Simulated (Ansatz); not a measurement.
AlSiH5 (AlH2(SiH3)): the vertical energy of the triplet above the singlet, rung by rung

AlSiH5: 7 atoms, total charge 0, spin state singlet. As SMILES, `[H][Al]([H])[SiH3]`. The shape comes from GFN2-xTB, which is rough for such elements, and wasn't checked as a minimum.

Quantity: the vertical energy of the triplet above the singlet, in eV. The values are calculated.

```csv
level,kind,program,value (eV),CPU time (all runs)
BLYP/STO-3G,GGA,Ansatz,6.66,9.2 s
r2SCAN0/STO-3G,hybrid meta-GGA,Ansatz,7.01,27 s
wB97X/STO-3G,range-separated hybrid,Ansatz,7.24,23 s
MP2/STO-3G,perturbation theory,Ansatz,7.48,0.69 s
BCCD(T)/STO-3G,coupled cluster or CI,Ansatz,?,1 s
CCSD/STO-3G,coupled cluster or CI,Ansatz,?,0.89 s
CCSDT(Q)/STO-3G,coupled cluster or CI,Ansatz,7.27,2.1 s
FCI/STO-3G,exact in the basis,Ansatz,7.27,36 s
```

Estimate what the levels marked ? give.

As computed at these levels: BCCD(T)/STO-3G: 7.28 eV; CCSD/STO-3G: 7.29 eV. The values span 6.66 to 7.48 eV. A triplet this far above the singlet is often a Rydberg-like or dissociative state; sets without diffuse functions put Rydberg states too high. All rows use very small basis sets, so even the best lies far from the true value. Times are those of the runs behind each value, whatever else they computed, on shared processors of several kinds: orders of magnitude only.

Once single and double excitations are treated iteratively, little correlation error remains in this gap: CCSD gives 7.29 eV against 7.27 eV from FCI, and the higher coupled-cluster levels fall between them or match FCI. Both states are therefore well described from a single reference at this geometry. MP2 overshoots at 7.48 eV, probably because second order recovers the correlation of the two spin states unevenly. All three density functionals fall below FCI, wB97X only slightly and BLyP most.

The chemistry suggests a valence excitation, from the relatively high-lying Al–Si σ bond into the formally empty 3p orbital of three-coordinate aluminium. If so, the large gap need not signal Rydberg character; it may owe much to a minimal valence shell that cannot expand or polarise when an electron moves into that orbital. Such a promotion would weaken the Al–Si bond, so the relaxed triplet could lie well below the vertical one, and these energies do not determine the adiabatic gap.
